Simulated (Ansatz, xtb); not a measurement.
From C to Ge: the atomisation energy (no zero-point term)

One atom is swapped for its congeners: CH7Si2 `[SiH2]C[SiH3]`; SiH2(SiH2)(SiH3); GeH2(SiH2)(SiH3). All are doublets with charge 0.

Shapes, held fixed at every level: PBE0-D4/def2-TZVP. Flexible molecules stand in one conformer, not always the lowest. Programs: Ansatz 0.2.0, xtb 6.7.1. Values in eV.

Problem. How should the atomisation energy change along the series?

Solution. At CCSD(T)/def2-TZVPP the atomisation energy falls at every step, from 31.49 to 27.00 eV. 6 of 7 levels show this order throughout; 6 agree on the largest and the smallest. Open shells run unrestricted unless RO is named. Relativity is left out for Ge unless named. Correlated rows may include outer-core shells of Ge, which these sets cover unevenly. GFN0-xTB strays far from the other rows. xTB rows lack spin polarisation. Spin-orbit coupling, which grows down the group, is left out (summed over each molecule's free atoms 0.04, 0.06, 0.16 eV).

```json
{"level": "GFN0-xTB", "CH7Si2": "37.32", "SiH2(SiH2)(SiH3)": "35.00", "GeH2(SiH2)(SiH3)": "38.40"}
{"level": "SPW92/def2-TZVPP", "CH7Si2": "35.57", "SiH2(SiH2)(SiH3)": "31.08", "GeH2(SiH2)(SiH3)": "30.31"}
{"level": "r2SCAN-D4/def2-TZVPP", "CH7Si2": "32.33", "SiH2(SiH2)(SiH3)": "28.54", "GeH2(SiH2)(SiH3)": "27.65"}
{"level": "B3LYP-D4/def2-TZVPP", "CH7Si2": "32.26", "SiH2(SiH2)(SiH3)": "28.45", "GeH2(SiH2)(SiH3)": "27.45"}
{"level": "BHLYP-D4/def2-TZVPP", "CH7Si2": "31.94", "SiH2(SiH2)(SiH3)": "28.31", "GeH2(SiH2)(SiH3)": "27.31"}
{"level": "PBE0-D4/def2-TZVPP", "CH7Si2": "32.02", "SiH2(SiH2)(SiH3)": "28.10", "GeH2(SiH2)(SiH3)": "27.15"}
{"level": "CCSD(T)/def2-TZVPP", "CH7Si2": "31.49", "SiH2(SiH2)(SiH3)": "27.72", "GeH2(SiH2)(SiH3)": "27.00"}
```

The atomisation energy drops sharply from carbon to silicon and only slightly from silicon to germanium, at CCSD(T) from 31.49 to 27.72 and then 27.00 eV. Since the hydrogen count and the two outer silicon centres stay the same, the change mainly reflects the two bonds to hydrogen and the two to silicon at the central atom. Carbon's compact 2s and 2p orbitals overlap well with hydrogen, and its higher electronegativity adds polar character to the Si–C bonds. Silicon and germanium use more diffuse valence orbitals of similar size, because the filled 3d shell of germanium screens the nuclear charge poorly, hence the small second step. Spin-orbit coupling stabilises the free atoms most for germanium, so including it would reinforce the order.

GFN0-xTB breaks the trend by placing germanium highest, probably because its parametrisation does not balance free atoms against molecules. The totals do not show which bond in each radical would break first.
